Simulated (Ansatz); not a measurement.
Ti: the change of pressure with volume scale

Results calculated with Ansatz 0.2.0, not measured. Periodic Kohn-Sham DFT of a crystal at fixed atoms, scaled to volume_scale times the given cell; pressure positive in compression, energy less spherical unpolarised free atoms, largest_vzz the field gradient of largest size among the nuclei.

The cell before it is scaled or strained (space group Fm-3m, No. 225):
```
cell vectors (Å)
   0.0000     2.0300     2.0300
   2.0300     0.0000     2.0300
   2.0300     2.0300     0.0000
atoms (fractions of the cell vectors)
Ti  0.00000  0.00000  0.00000
```

Settings of every row: method all-electron PAW; functional LDA; relativity scalar; k mesh 14x14x14; filling fermi-dirac; smearing width 0.05 eV; nucleus gaussian.

Atom start moment: 0 on all atoms.

| row | volume scale | V (Å³/atom) | pressure (GPa) |
| --- | --- | --- | --- |
| 1 | 0.94 | 15.727 | 2.355 |
| 2 | 0.96 | 16.062 | -0.278 |
| 3 | 0.98 | 16.396 | -2.679 |
| 4 | 0.99 | 16.564 | -3.8 |
| 5 | 1 | 16.731 | -4.871 |
| 6 | 1.01 | 16.898 | -5.893 |
| 7 | 1.02 | 17.065 | -6.869 |
| 8 | 1.04 | 17.4 | ? |
| 9 | 1.06 | 17.735 | -10.355 |

Question: what pressure should row 8 give?

Worked fit of pressure. Take u = (V_r/V)^(2/3) − 1 with V_r = 16.648 Å³ an atom, which is twice the finite (Eulerian) strain; such expansions in the strain, on which the Birch-Murnaghan equation of state is built, carry the rest volume and the bulk modulus. The shown rows have u = 0.03867, 0.02418, 0.01022, 0.00338, -0.00331, -0.00989, -0.01636, -0.04129. Least squares give pressure = −4.3463 + 159.857 × u + 347.2 × u² GPa; a straight line predicts inner rows, each left out in turn, worse (root mean square 0.17 against 0.0018 GPa). The rows lie off it by 0.000, 0.000, -0.003, 0.002, 0.001, 0.000, 0.000, 0.000. The pressure vanishes at u = 0.0257, or V = 16.03 Å³ an atom, and there the bulk modulus at fixed shape and fractions is B = −V dP/dV = (2/3)(1 + u) dP/du = 122 GPa. The withheld row has u = -0.02902, so the fit gives −4.3463 + 159.857 × (-0.02902) + 347.2 × (-0.02902)² = -8.693 GPa.

The calculation gave -8.693 GPa. The fit meets it to the printed digit.
